What is compared

The relative energy of a conformer is its total energy minus that of the lowest conformer of the same molecule. Here the shapes and the thermal terms come from GFN2-xTB, a fast semi-empirical method, and the DFT energies were computed at those shapes without further relaxation. Adding the thermal terms to the DFT energies gives the free energies, and these give the weights, that is, the share of each conformer at room temperature.

PySCF 2.14.0 and tblite 0.8.0: trans-1-methoxy-4-methyl-1,4-disilacyclohexane without solvent, PBE0-D3(BJ)/6-31G(d) energies at GFN2-xTB geometries, conformers within 2.5 kcal/mol in GFN2-xTB. Torsions are C1-O2-Si3-C4; free energies and weights are for 298.15 K with GFN2-xTB quasi-harmonic terms; a mirror pair is shown once and its weight holds both.

```
number  torsions in degrees  ring shapes  axial atoms  point group  mirror pair  GFN2-xTB energy above its lowest (kcal/mol)  DFT energy above the lowest (kcal/mol)  free energy above the lowest (kcal/mol)  weight (%)  dipole (D)
     1               (-174)        chair        C7,O2           C1          yes                                        2.130                                   0.000                                    0.000       79.60       1.010
     2                 (62)        chair         none           C1          yes                                        0.000                                   1.220                                    1.110       12.10       1.060
     3               (-177)   twist-boat         none           C1          yes                                        2.140                                   2.110                                    1.840        3.60       0.870
     4               (-179)   twist-boat         none           C1          yes                                        1.950                                   2.160                                    1.890        3.30       1.180
     5                (-61)        chair         none           Cs           no                                        1.080                                   2.150                                    2.400        1.40       1.220
```

The molecule is a six-membered ring with two silicon atoms opposite each other. One carries a methoxy group through O2, the other a methyl group, C7. In the trans isomer studied here, a chair has both groups axial, standing up and down from the ring, or both equatorial, pointing outwards. Conformer 1 is the diaxial chair and conformer 2 the best diequatorial chair.

Their torsions, −174° and 62°, look like two different positions of the methoxy group, but they are not. In both chairs the methoxy carbon lies opposite a ring carbon, and only the numbering of the two equivalent ring carbons differs. The comparison is therefore one of axial against equatorial.

Which chair is lower

DFT puts the diaxial chair lowest, 1.22 kcal/mol below the diequatorial one. In free energy the gap is 1.11 kcal/mol, so the order rests on the electronic energy and hardly on the thermal terms. Conformer 1 then holds about 80% of the population of the five conformers kept. A sixth minimum was set aside because of its high GFN2-xTB energy. It has no DFT energy, so its share at the DFT level is unknown and the shares given here depend on that choice.

Why an axial group costs little on silicon

Methylcyclohexane is the simpler system to think of. Its axial methyl group is pressed against two axial hydrogens on the same face of the ring, which costs roughly 2 kcal/mol (a recalled value). In the silicon ring the axial group meets the same kind of neighbours, but it is held further away from them. A silicon–carbon bond is about 1.9 Å long, a carbon–carbon bond about 1.5 Å, and repulsion between closed shells falls steeply with distance.

The same reasoning covers the neighbouring all-carbon ring with methoxy and methyl in the trans positions. There the bonds are short, the two axial penalties add, and the diequatorial chair is favoured. Replacing the two carbons that carry the groups by silicon should remove much of that penalty, though no energy in the table isolates it.

The analogy ends at this point. A small penalty makes the diaxial chair affordable, but it doesn't make it the better one. Something else tips the balance in the DFT result, and it may be a real effect or an error of the method. One possible cause is the pull between the negative oxygen and the positive silicon across the ring, which are closer together when the oxygen is axial. The energies in the table are totals and don't test this guess.

How far the methods disagree

GFN2-xTB gives the opposite order: it puts the diequatorial chair 2.13 kcal/mol below the diaxial one. The two methods thus differ by 3.35 kcal/mol on this gap, nearly three times the DFT gap itself. The force field used in the search sides with DFT on the order, but by only 0.28 kcal/mol.

The methods do agree on what it costs to turn the methoxy group about its bond to silicon, at least in the diequatorial chair. Conformer 5 is also a diequatorial chair, with the methoxy group turned so that its carbon lies opposite the hydrogen on silicon. Going from conformer 2 to conformer 5 costs 0.93 kcal/mol in DFT and 1.08 kcal/mol in GFN2-xTB, which is close agreement.

The twist-boats, conformers 3 and 4, narrow the matter down. GFN2-xTB places them almost level with the diaxial chair, while DFT places them about 2 kcal/mol above it. So every other conformer moves up against conformer 1 when DFT replaces GFN2-xTB, the diequatorial chairs most of all. Measured against the twist-boats, the larger part of the disagreement lies in the diaxial chair and the rest in the diequatorial one. The comparison alone can't tell which method is right.

How large an error the order survives

A simple model shows what such an error would do. Let the free energy of conformer 1 be wrong by an amount d, and keep the other four conformers where they are. With the Boltzmann law, the share p of conformer 1 becomes

p = 1 / (1 + r · exp(d / RT))

where r is the population of the other four divided by that of conformer 1, R is the gas constant and T the temperature. At 298 K, RT is about 0.59 kcal/mol. The weight of conformer 1 in the table gives

r = (100 − 79.6) / 79.6 = 0.256

Suppose that DFT makes the diaxial chair too stable by 1 kcal/mol. Then exp(1 / 0.59) is about 5.4, and

p = 1 / (1 + 0.256 · 5.4) = 0.42

An error of this size would cut the share from about 80% to 42%. The diaxial chair would still be the most populated conformer, though no longer the majority. The order of the two chairs turns over once the error exceeds 1.11 kcal/mol, which is one third of the disagreement between DFT and GFN2-xTB.

The model has no adjustable constant. Applied to all five conformers with d = 0, it returns the weights of the table, as it must, because they were made by the same law. Its weak point is that it moves one conformer only, whereas a real change of method moves the others by unequal amounts. The output below therefore also gives the populations that follow from the GFN2-xTB energies: conformer 1 drops to about 2%, and conformer 2 rises to 84%.

What would reverse the order

The noise of some hundredths of a kcal/mol in the relative energies is far too small to reverse it. Systematic errors are the real danger, and two of them bear directly on this gap. The first is the small basis set. In a compact shape, each part of the molecule can borrow basis functions from its neighbours, which lowers the energy artificially. Since an axial group sits closer to the ring, this error probably favours the diaxial chair, by an amount that was not tested.

The second is the geometry. Both chairs were shaped by the very method that disputes their order, and relaxing them with DFT could widen the gap or close it. A test of both errors is to relax the two chairs with DFT and repeat the energies in a larger basis, though an error of the functional itself would remain. If the diaxial chair loses more than about 1.1 kcal/mol against the diequatorial one, the order is reversed. Until then, the diaxial preference is the result of this DFT level and not a settled property of the molecule.

The analysis program printed:

```
Diequatorial chair 2 less diaxial chair 1 in DFT energy (kcal/mol): 1.22
The same gap in GFN2-xTB energy (kcal/mol): -2.13
The same gap in the force field of the search (kcal/mol): 0.28
The same gap in free energy (kcal/mol): 1.11
Disagreement of DFT and GFN2-xTB on the gap (kcal/mol): 3.35
Part of that disagreement that would close the free-energy gap (%): 33.13
Energies relative to conformer 1 (kcal/mol):
  row  GFN2-xTB   DFT  DFT less GFN2-xTB  thermal part
    1         0     0                  0             0
    2     -2.13  1.22               3.35         -0.11
    3      0.01  2.11                2.1         -0.27
    4     -0.18  2.16               2.34         -0.27
    5     -1.05  2.15                3.2          0.25
Turning methoxy in the diequatorial chair by DFT (kcal/mol): 0.93
Turning methoxy in the diequatorial chair by GFN2-xTB (kcal/mol): 1.08
Cost of lacking a mirror partner RT ln 2 (kcal/mol): 0.4107
Populations at 298.15 K (%):
  row  from DFT energies  from GFN2-xTB energies
    1              79.56                   1.909
    2              12.22                   83.69
    3              3.564                    2.96
    4              3.276                   4.079
    5              1.385                   7.364
Diaxial share if its energy is raised by 1 kcal/mol (%): 41.85
Diaxial share if its energy is lowered by 1 kcal/mol (%): 95.46
Raise that cuts the diaxial share to one half (kcal/mol): 0.8051
Raise that makes it equal to both diequatorial chairs together (kcal/mol): 1.046
DFT gap divided by its thermal correction: 11.09
Rough solvent gain of chair 2 over chair 1 from the dipole alone (kcal/mol): 0.01468
```
